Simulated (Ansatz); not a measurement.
## LiO3: pressure and energy above lowest point against volume per atom

Results calculated with Ansatz 0.2.0 development build, not measured. Equation of state of a cubic crystal from periodic Kohn-Sham density functional theory without spin; pressure corrected for the finite basis.

Cell of the first row (space group Pm-3m, No. 221):
```
cell vectors (Å)
   3.5116     0.0000     0.0000
   0.0000     3.5116     0.0000
   0.0000     0.0000     3.5116
atoms (fractions of the cell vectors)
Li  0.00000  0.00000  0.00000
O   0.50000  0.00000  0.00000
O   0.00000  0.50000  0.00000
O   0.00000  0.00000  0.50000
```

Settings of every row: formula LiO3; structure type ReO3; functional PBE; spin treatment none; k mesh 10x10x10; occupation method fermi-dirac; occupation width 0.061225619 eV; wave cutoff 700 eV; datasets hard PAW; density cutoff ratio 4.

Limits: a cubic model structure, not a phase known at ambient conditions; modest k-mesh, values are not fully converged in k; no spin polarisation, a magnetic state may lie lower; the SCF threshold is loose for a stress in some rows.

| row | volume per atom (Å³) | pressure (GPa) | energy above lowest point (meV/atom) |
| --- | --- | --- | --- |
| 1 | 10.825 | 3.763 | 7.74 |
| 2 | 11.056 | 2.378 | 3.35 |
| 3 | 11.286 | 1.143 | 0.83 |
| 4 | 11.517 | 0.039 | 0 |
| 5 | 11.747 | -0.946 | 0.67 |
| 6 | 11.977 | -1.825 | 2.67 |
| 7 | 12.207 | ? | ? |

Question: what pressure and energy above lowest point should row 7 give?

Worked fit of pressure. Take u = (V_r/V)^(2/3) − 1 with V_r = 11.401 Å³ an atom, which is twice the finite (Eulerian) strain; such expansions in the strain, on which the Birch-Murnaghan equation of state is built, carry the rest volume and the bulk modulus. The shown rows have u = 0.03517, 0.0207, 0.00678, -0.00673, -0.01973, -0.03232. Least squares give pressure = 0.5781 + 81.866 × u + 239.49 × u² + 221 × u³ GPa; a parabola predicts inner rows, each left out in turn, worse (root mean square 0.0033 against 0.0018 GPa). The rows lie off it by 0.000, 0.001, -0.001, 0.001, 0.000, 0.000. The pressure vanishes at u = -0.0072, or V = 11.53 Å³ an atom, and there the bulk modulus at fixed shape and fractions is B = −V dP/dV = (2/3)(1 + u) dP/du = 51.9 GPa. The withheld row has u = -0.04452, so the fit gives 0.5781 + 81.866 × (-0.04452) + 239.49 × (-0.04452)² + 221 × (-0.04452)³ = -2.611 GPa.

The calculation gave -2.609 GPa. The fit lies 0.002 GPa (0.031 % of the column's range) below it; its largest miss of a shown row is 0.001 GPa. This row lies beyond the range of the fit.

Worked fit of energy above lowest point. Take u = (V_r/V)^(2/3) − 1 with V_r = 11.401 Å³ an atom, which is twice the finite (Eulerian) strain; such expansions in the strain, on which the Birch-Murnaghan equation of state is built, carry the rest volume and the bulk modulus. The shown rows have u = 0.03517, 0.0207, 0.00678, -0.00673, -0.01973, -0.03232. Least squares give energy above lowest point = 0.22 + 62.64 × u + 4293.5 × u² meV/atom; a straight line predicts inner rows, each left out in turn, worse (root mean square 1.9 against 0.016 meV/atom). The rows lie off it by 0.01, -0.01, -0.01, 0.01, 0.01, -0.01. Its lowest point lies at u = -0.0073, or V = 11.53 Å³ an atom, and the curvature there gives the bulk modulus at fixed shape and fractions, B = (4/9)(1 + u)² E″(u)/V = 52.3 GPa. The withheld row has u = -0.04452, so the fit gives 0.22 + 62.64 × (-0.04452) + 4293.5 × (-0.04452)² = 5.94 meV/atom.

The calculation gave 5.87 meV/atom. The fit lies 0.07 meV/atom (1.2 % of the value, 0.9 % of the column's range) above it; its largest miss of a shown row is 0.01 meV/atom. This row lies beyond the range of the fit.
